**Hand estimates of hyperfine couplings in the naphthalene radical anion**

The table holds isotropic and dipolar $^{13}$C and $^{1}$H hyperfine couplings and Mulliken spin populations of the gas-phase naphthalene anion from unrestricted B3LYP in PySCF (IGLO-III on C, pcH-1 on H). The program tests a hand rule: Hückel LUMO spins with a McLachlan polarisation term, the McConnell relation for protons, the Karplus–Fraenkel form with rough recalled constants for carbons, and a $2p$-orbital formula for the dipolar part. With $\lambda = 0.56$ fitted on three carbons and $Q = -82$ MHz fitted on two protons, the carbons are met within 4 % and the worst row, H11, within 9 % of the table, but $\lambda$ moves between 0.29 and 0.90 when the carbon constants change by a tenth. Plain Hückel spins give the right carbon signs with magnitudes 15 to 34 % too small, and Mulliken populations admit no single $Q$ ($-106$ and $-64$ MHz). The dipolar rule serves C3 and roughly C1, gives half of the $-7.9$ MHz component of C4, and has no single constant for the protons.

Calculated values. Hyperfine couplings (13C, 1H) and Mulliken spin populations of the naphthalene radical anion (C10H8, SMILES c1ccc2ccccc2c1, D2h, charge -1, doublet). PySCF 2.14.0 with density fitting was used for non-relativistic unrestricted B3LYP in the gas phase, with the basis sets IGLO-III on C and pcH-1 on H. The geometry was optimised with PBE0-D3(BJ)/def2-SVP.

## Numerical check

```python
# Table: hyperfine couplings (MHz) and Mulliken spin of naphthalene anion; PySCF UKS B3LYP, IGLO-III(C)/pcH-1(H).
# Tested: hand rule Hueckel+McLachlan pi spin -> McConnell (1H), Karplus-Fraenkel (13C), 2p dipolar part;
# alternatives: plain Hueckel / customary lambda, and the table's Mulliken populations as rho.
T = {
    'atom': ['C1', 'C3', 'C4', 'H11', 'H13'],
    'neighbours': ['C C H', 'C C H', 'C C C', 'C', 'C'],
    'spin': [0.048, 0.259, -0.07, -0.006, -0.016],  # e
    'a_iso': [-4.3, 19.2, -16.6, -5.1, -16.5],  # MHz
    'dip': [9.8, 39.8, 4.8, 4.2, 9.8],  # MHz
    'carrier': [None, None, None, 0.048, 0.258],  # e
}
import numpy as np
from scipy import constants as sc
r = {a: i for i, a in enumerate(T['atom'])}
g = lambda k, L: np.array([T[k][r[a]] for a in L], float)
C, H = ['C1', 'C3', 'C4'], ['H11', 'H13']
site, car = [0, 2, 3], [0, 2]            # 0-based SMILES sites: beta, alpha, fusion; carriers of the H
A = np.zeros((10, 10))
for i, j in [(k, (k + 1) % 10) for k in range(10)] + [(3, 8)]:
    A[i, j] = A[j, i] = 1
x, c = np.linalg.eigh(A); x, c = x[::-1], c[:, ::-1]
rho0 = c[:, 5]**2
pi = sum(4*np.outer(c[:, i]*c[:, a], c[:, i]*c[:, a])/(x[i] - x[a]) for i in range(5) for a in range(5, 10))
d = pi @ rho0
own = np.array([100. if 'H' in T['neighbours'][r[a]] else 85. for a in C])  # MHz, rough recalled
B = -39.                                                                    # MHz, rough recalled
kf = lambda p, s=1.: s*(own*p[site] + B*(A @ p)[site])
aC, aH, sC, sH, dC, dH, cH = g('a_iso', C), g('a_iso', H), g('spin', C), g('spin', H), g('dip', C), g('dip', H), g('carrier', H)
fit = lambda u, y: u @ y/(u @ u)
lamf = lambda s=1.: fit(kf(d, s), aC - kf(rho0, s))
lam = lamf(); rho = rho0 + lam*d
f = lambda v, n=1: ' '.join(f'{z:+.{n}f}' for z in v)
print('order C1 C3 C4 / H11 H13; rounding floor 0.05 MHz, 0.0005 e')
print('spin sum over molecule (e): %.3f' % (4*sC[0] + 4*sC[1] + 2*sC[2] + 4*sH.sum()))
print('Hueckel rho0:', f(rho0[site], 3), '| delta per unit lambda:', f(d[site], 4))
print('lambda fitted on 3 carbons %.2f; with C constants x0.9 %.2f, x1.1 %.2f' % (lam, lamf(.9), lamf(1.1)))
print('Mulliken C+H (beta, alpha):', f(sC[:2] + sH, 3), '| lambda to match Mulliken C:', f((sC - rho0[site])/d[site], 2))
R = aH[1]/aH[0]
print('H13/H11: A iso %.2f, carrier %.2f, own H spin %.2f, dip %.2f' % (R, cH[1]/cH[0], sH[1]/sH[0], dH[1]/dH[0]))
print('lambda from the H ratio alone: %.2f' % ((R*rho0[0] - rho0[2])/(d[2] - R*d[0])))
print('A iso/carrier (MHz):', f(aH/cH, 0))
mul = sC[[0, 0, 1, 2, 1, 0, 0, 1, 2, 1]]
for n, p in [('fitted lambda', rho), ('Hueckel', rho0), ('lambda 1.2', rho0 + 1.2*d), ('Mulliken', mul)]:
    m = kf(p); k = fit(m, aC); Q = fit(p[car], aH); h = Q*p[car]
    res = np.r_[m - aC, h - aH]; w = np.argmax(abs(res/np.r_[aC, aH]))
    print(f'[{n}] rho {f(p[site], 3)}; alpha/beta {p[2]/p[0]:.2f}')
    print(f'  13C MHz {f(m)}; err % {f(100*(m/aC - 1), 0)}; scale {k:.2f} -> err % {f(100*(k*m/aC - 1), 0)}')
    print(f'  1H Q {Q:.0f} MHz -> {f(h)}; err % {f(100*(h/aH - 1), 0)}; row Q {f(aH/p[car], 0)}')
    print(f'  rms 5 rows {np.sqrt(np.mean(res**2)):.2f} MHz; max {abs(res).max():.2f} MHz; worst relative {(C + H)[w]}')
print('13C terms MHz, own:', f(own*rho[site]), '| neighbours:', f(B*(A @ rho)[site]), '| neighbour spin', f((A @ rho)[site], 3))
print('rough recalled Q -70 MHz: fitted rho', f(-70*rho[car]), 'err %', f(100*(-70*rho[car]/aH - 1), 0), '| Hueckel', f(-70*rho0[car]))
print('|A(H)| vs rough recalled solution 5, 14 MHz, %:', f(100*(abs(aH)/np.array([5., 14.]) - 1), 0))
pc = sc.physical_constants; a0 = pc['Bohr radius'][0]
A1s = 2/3*sc.mu_0*abs(pc['electron g factor'][0])*pc['Bohr magneton'][0]*pc['proton g factor'][0]*pc['nuclear magneton'][0]/(np.pi*a0**3)/sc.h/1e6
print('free H 1s %.0f MHz; A iso/that:' % A1s, f(aH/A1s, 4), '| Mulliken H', f(sH, 3))
P = 19.12257/0.01701*3/(8*np.pi)         # further output of the run: contact coupling / density at C3
S = 0.8*P*3.25**3/24; F = fit(rho[site][:2], dC[:2])   # Slater Zeff 3.25
ref = np.r_[dC[:2], -7.89]               # C4: largest-magnitude component, further output of the run
print('13C P %.0f MHz a.u.; 2B Slater %.0f MHz, fitted on C1,C3 %.0f MHz' % (P, S, F))
print('dip reference', f(ref), '(C4 not fitted; table prints %.1f)' % dC[2])
print('dip Slater', f(S*rho[site]), 'err %', f(100*(S*rho[site]/ref - 1), 0))
print('dip fitted', f(F*rho[site]), 'err %', f(100*(F*rho[site]/ref - 1), 0))
print('C dip/rho', f(ref/rho[site], 0), '| dip/Mulliken', f(ref/sC, 0), '| C3/C1 %.2f' % (dC[1]/dC[0]))
print('point dipole at 1.4 A, per unit spin: ~%.0f MHz' % (P/(1.4e-10/a0)**3))
print('H dip/rho', f(dH/rho[car], 0), 'MHz | dip/|A iso|', f(dH/abs(aH), 2))
assert np.all(np.sign(kf(rho0)) == np.sign(aC))
assert np.all(aH < 0) and np.all(cH > 0)
assert rho0[2]/rho0[0] < R < cH[1]/cH[0]
assert 0 < lam < 1.2
```

Output:

```
order C1 C3 C4 / H11 H13; rounding floor 0.05 MHz, 0.0005 e
spin sum over molecule (e): 1.000
Hueckel rho0: +0.069 +0.181 +0.000 | delta per unit lambda: -0.0219 +0.0402 -0.0366
lambda fitted on 3 carbons 0.56; with C constants x0.9 0.90, x1.1 0.29
Mulliken C+H (beta, alpha): +0.042 +0.243 | lambda to match Mulliken C: +0.96 +1.94 +1.91
H13/H11: A iso 3.24, carrier 5.38, own H spin 2.67, dip 2.33
lambda from the H ratio alone: 0.38
A iso/carrier (MHz): -106 -64
[fitted lambda] rho +0.057 +0.204 -0.021; alpha/beta 3.59
  13C MHz -4.5 +18.9 -16.8; err % +4 -1 +1; scale 1.00 -> err % +4 -1 +1
  1H Q -82 MHz -> -4.6 -16.6; err % -9 +1; row Q -90 -81
  rms 5 rows 0.28 MHz; max 0.46 MHz; worst relative H11
[Hueckel] rho +0.069 +0.181 +0.000; alpha/beta 2.62
  13C MHz -2.8 +15.4 -14.1; err % -34 -20 -15; scale 1.22 -> err % -19 -2 +4
  1H Q -89 MHz -> -6.1 -16.1; err % +21 -2; row Q -74 -91
  rms 5 rows 2.19 MHz; max 3.80 MHz; worst relative C1
[lambda 1.2] rho +0.043 +0.229 -0.044; alpha/beta 5.35
  13C MHz -6.3 +23.0 -19.9; err % +47 +20 +20; scale 0.83 -> err % +22 -1 -1
  1H Q -74 MHz -> -3.1 -16.9; err % -38 +2; row Q -119 -72
  rms 5 rows 2.57 MHz; max 3.76 MHz; worst relative C1
[Mulliken] rho +0.048 +0.259 -0.070; alpha/beta 5.40
  13C MHz -7.2 +26.8 -23.4; err % +67 +39 +41; scale 0.71 -> err % +18 -1 +0
  1H Q -65 MHz -> -3.1 -16.9; err % -39 +2; row Q -106 -64
  rms 5 rows 4.82 MHz; max 7.56 MHz; worst relative C1
13C terms MHz, own: +5.7 +20.4 -1.8 | neighbours: -10.2 -1.4 -15.1 | neighbour spin +0.260 +0.036 +0.387
rough recalled Q -70 MHz: fitted rho -4.0 -14.2 err % -22 -14 | Hueckel -4.8 -12.7
|A(H)| vs rough recalled solution 5, 14 MHz, %: +2 +18
free H 1s 1423 MHz; A iso/that: -0.0036 -0.0116 | Mulliken H -0.006 -0.016
13C P 134 MHz a.u.; 2B Slater 154 MHz, fitted on C1,C3 194 MHz
dip reference +9.8 +39.8 -7.9 (C4 not fitted; table prints 4.8)
dip Slater +8.7 +31.3 -3.2 err % -11 -21 -60
dip fitted +11.0 +39.5 -4.0 err % +12 -1 -49
C dip/rho +173 +196 +383 | dip/Mulliken +204 +154 +113 | C3/C1 4.06
point dipole at 1.4 A, per unit spin: ~7 MHz
H dip/rho +74 +48 MHz | dip/|A iso| +0.82 +0.59
```
